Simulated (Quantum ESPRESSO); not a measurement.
# Energy of bcc Fe against its total spin moment, and the stiffness of that moment, with PBE at fixed cell

Iron has eight electrons outside its argon core, shared between a narrow 3d band and a broad 4s–4p band. The members are all the same bcc crystal and differ only in how many of these electrons are spin-up and how many spin-down. The problem is to find what it costs to move the moment away from its preferred value. The answer matters for magnetic cores and steels, and for spin models that must decide whether an iron atom keeps a moment of fixed length. Energies are given per one-atom cell, relative to the run with the moment left free, which settles at 2.28 μB. The holding field is the slope dE/dM; where it is negative, the moment would grow if released.

## Set-up

One system, Fe (bcc, Im-3m), 1 atom(s) a primitive cell, from cells typed from measured lattice constants. Quantum ESPRESSO 7.5, plane waves with GBRV 1.5 PBE pseudopotentials, cutoff 544 eV, Fermi-Dirac smearing of 0.05 eV, k meshes whose coarsest spacing along a reciprocal vector is 0.16 1/Å over all runs (2π included). Functional: PBE, no Hubbard U; collinear spins, no spin-orbit coupling. Atoms and cell are fixed. The total spin moment is held at set values by separate Fermi energies for the two spins, starting from parallel moments on Fe; one run leaves it free. Runs that did not converge or carry a known fault are not listed.

Notes on method and selection:

- Only states reached from a parallel start are followed; an antiferromagnetic order, which may lie lower, is outside this curve.
- Site moments count the spin inside each program's own atomic sphere, so they depend somewhat on its radius and leave out the spin between the spheres.
- Quantum ESPRESSO sets the radius of an element's spheres to about 0.41 of its shortest distance to a neighbour.
- Landau's expansion E = E0 + a M^2 + b M^4 is a quadratic in the squared moment.
- The variable on the horizontal axis was chosen because the fit in it was close; otherwise the moment or the wavevector itself is used without a fit.
- A measured moment is set beside the table only where the run ends ferromagnetic and the measured order is ferromagnetic too.
- Runs that did not converge, have known faults or may not be shown are not listed, and runs on Ansatz's PAW sets soft_1 and soft_2 are kept to separate tables.

Columns:

- squared moment (μB² (cell moment)): square of that moment.
- total moment (μB per cell): total spin moment of the cell, held fixed (free in one row).
- site moment (μB): largest site spin moment.
- holding field (meV per μB): half the difference of the up and down Fermi energies that hold the moment, equal to dE/dM.
- absolute moment (μB per cell): integral of the absolute spin density over the cell.
- energy (meV per cell): free energy less that of the run with the moment left free.

## The series

```
member    squared moment (μB² (cell moment))  total moment (μB per cell)  site moment (μB)  holding field (meV per μB)  absolute moment (μB per cell)  energy (meV per cell)  remark
0.00 muB  0.000                               0.00                        0.00              0                           0.00                           594.5
0.28 muB  0.078                               0.28                        0.30              −124                        0.33                           577.0
0.56 muB  0.315                               0.56                        0.60              −244                        0.65                           525.1
0.84 muB  0.707                               0.84                        0.90              −340                        0.97                           442.4
1.12 muB  1.257                               1.12                        1.19              −391                        1.27                           338.8
1.40 muB  1.966                               1.40                        1.47              −381                        1.56                           228.8
1.68 muB  2.829                               1.68                        1.75              −333                        1.84                           129.2
1.96 muB  3.853                               1.96                        2.03              −254                        2.12                           43.0
2.24 muB  5.031                               2.24                        2.30              −39                         2.38                           0.8
free      5.218                               2.28                        2.34              0                           2.42                           0.0                    moment left free
2.52 muB  6.365                               2.52                        2.57              119                         2.65                           15.2
2.80 muB  7.862                               2.80                        2.81              495                         2.88                           96.9
3.08 muB  9.511                               3.08                        3.03              933                         3.10                           300.6
```

Least-squares fits to the whole series, with x = squared moment (μB² (cell moment)); R² and errors in the fitted variable (y, or ln y where the fit is in ln y):

```
y                      members  fit                                R²    rms residual  leave-one-out rms  the same for the mean of the others
energy (meV per cell)  13       y = 588.06 − 216.14 x + 19.590 x²  1.00  5.9           8.2                235
```

## Why the values move as they do

The energy falls from 594.5 meV at zero moment to its minimum at 2.28 μB, then climbs steeply to 300.6 meV at 3.08 μB. For large changes the climb is the steeper side: going up by 0.80 μB costs 300.6 meV, while going down by 0.88 μB, to 1.40 μB, costs 228.8 meV.

The stiffness K is the slope of the holding field. Across the minimum, from 1.96 to 2.52 μB, it is (119 + 254) / 0.56 = 666 meV per μB². The energies of the rows at 1.96, 2.24 and 2.52 μB give (43.0 + 15.2 − 2 × 0.8) / 0.28² = 722 meV per μB². Both are averages over a span of 0.56 μB, and as such they agree on about 0.7 eV per μB². The slope at the minimum itself is less certain. A small difference in moment is found more exactly as the difference of the squared moments divided by the sum of the moments. The field then gives 39 × (2.28 + 2.24) / (5.218 − 5.031) = 943 meV per μB² between the row at 2.24 μB and the free run, but only 119 × (2.52 + 2.28) / (6.365 − 5.218) = 498 between the free run and 2.52 μB. The stiffness changes so quickly here that the rows do not fix one value for the minimum.

Stoner's picture explains the shape. Turning spins over gains exchange energy but lifts electrons into higher band states, so that

K = ¼ (1/N↑ + 1/N↓) − I/2,

where N↑ and N↓ are the densities of states at the two Fermi energies and I is the exchange parameter. Near zero moment K is −124 / 0.28 = −443 meV per μB². Exchange wins there, and the non-magnetic state is unstable.

At large moments the band term takes over. Between 2.80 and 3.08 μB, K reaches (933 − 495) / 0.28 = 1564 meV per μB². The spin-up 3d states are then nearly full, and further spin-up electrons must enter the broad s–p band, where N↑ is small. The site moments fit this reading. Over the first step the site moment grows by 0.30 μB for 0.28 μB of total moment, but over the last step by only 3.03 − 2.81 = 0.22 μB, so part of the added spin settles outside the atomic sphere. The exact share depends on the sphere radius.

## Members off the line

Largest departures from the fit to the whole series:

```
member    energy (meV per cell)  fit    computed − fit  in rms residuals
1.40 muB  228.8                  238.8  −10.0           1.7
2.52 muB  15.2                   6.0    +9.2            1.6
1.12 muB  338.8                  347.3  −8.5            1.4
0.00 muB  594.5                  588.1  +6.4            1.1
```

The largest departures from the Landau fit are at 1.40 μB (−10.0 meV), 2.52 μB (+9.2 meV) and 1.12 μB (−8.5 meV). None exceeds 1.7 rms residuals, and neighbouring rows depart in the same direction, which points to the shape of the fit and not to faulty runs. The holding fields support this: between 1.12 and 1.40 μB their mean gives −(391 + 381) / 2 × 0.28 = −108 meV, against a computed change of 228.8 − 338.8 = −110.0 meV. A quartic in M lets the stiffness rise smoothly, whereas a real d band has peaks and valleys in its density of states.

The row at 2.52 μB lies above the fit mainly because the fit's minimum is too deep: it lies at 588.06 − 216.14² / (4 × 19.590) = −8.1 meV, where the free run has zero. The stiffness is also uneven here: (254 − 39) / 0.28 = 768 meV per μB² from 1.96 to 2.24 μB, then (119 + 39) / 0.28 = 564, then (495 − 119) / 0.28 = 1343 in the next two intervals. The k mesh may contribute to this, since it affects energies and fields alike. A physical possibility is that the spin-down Fermi energy crosses the valley in the bcc density of states near the preferred moment; a small N↓ would stiffen the moment there and let it soften just beyond.

## Short exercises

**What does it cost to shorten the moment by a tenth?**
The target is 0.9 × 2.28 = 2.05 μB, which is 2.24 − 2.05 = 0.19 μB below the row at 2.24 μB. With that row's energy and field, and the stiffness of 768 meV per μB² for this interval, the cost is 0.8 + 39 × 0.19 + 0.5 × 768 × 0.19² = 22 meV. Starting from the row at 1.96 μB gives 43.0 − 254 × 0.09 + 0.5 × 768 × 0.09² = 23 meV. The two agree, and the cost is close to the thermal energy at room temperature, roughly 25 meV. A spin model with moments of strictly fixed length is therefore an approximation for iron. The estimate shortens all moments together; the cost for one atom among unchanged neighbours may differ.

**How much does a magnet of 10 tesla lengthen the moment?**
One tesla corresponds to roughly 0.058 meV per μB, so 10 tesla supplies about 0.58 meV per μB. The stiffness at the minimum is known only roughly, so the rows on either side of the free run give a range. Scaling from the row below gives 0.58 × (2.28 − 2.24) / 39 = 0.0006 μB, and from the row above 0.58 × (2.52 − 2.28) / 119 = 0.0012 μB. Either way the change is less than a thousandth of the moment. A laboratory field aligns the moments of iron but hardly changes their length.

**Can the Landau fit replace the rows?**
For the overall energy it can: its leave-one-out error is 8.2 meV, against 235 meV for the mean of the others. Near the minimum it is less reliable. It puts the preferred moment at √(216.14 / (2 × 19.590)) = 2.35 μB instead of 2.28 μB. Its stiffness there, 2a + 12bM² = −4a, is 4 × 216.14 = 865 meV per μB², which is 20 to 30 % above the averages over 1.96 to 2.52 μB. It lies between the slopes just below and just above the free run, so the rows do not tell whether it is too high or too low at the minimum itself. What the fit misses is the drop in stiffness there: its own stiffness rises smoothly with the moment.

## Closing remarks

Between 0 and 3.08 μB the energy of ferromagnetic bcc Fe follows one half of a double well in M (the other half is its mirror image at negative M), with an average stiffness of about 0.7 eV per μB² between 1.96 and 2.52 μB. Within that span the curve is clearly stiffer just below the preferred moment than just above it. The 594.5 meV is the cost per atom of removing the moment from every atom in this fixed cell. It does not set the Curie temperature, which depends mainly on the much cheaper tilting of moments against one another.

The cell is held at its measured size. Letting the volume follow the moment could only lower each total energy or leave it unchanged, but this applies to the free run too, since the measured size need not be the one PBE prefers. No run with another volume is included, so the table cannot tell which states would gain most or how the stiffness would change. Spin-orbit coupling is off, so the small orbital moment is missing; in iron it points along the spin moment and would raise the total slightly.

[Logs are printed without paths, hosts, clocks, repeated set-up lines and the standing remarks that a program may print on its own settings, such as how far it seeks lower states.]
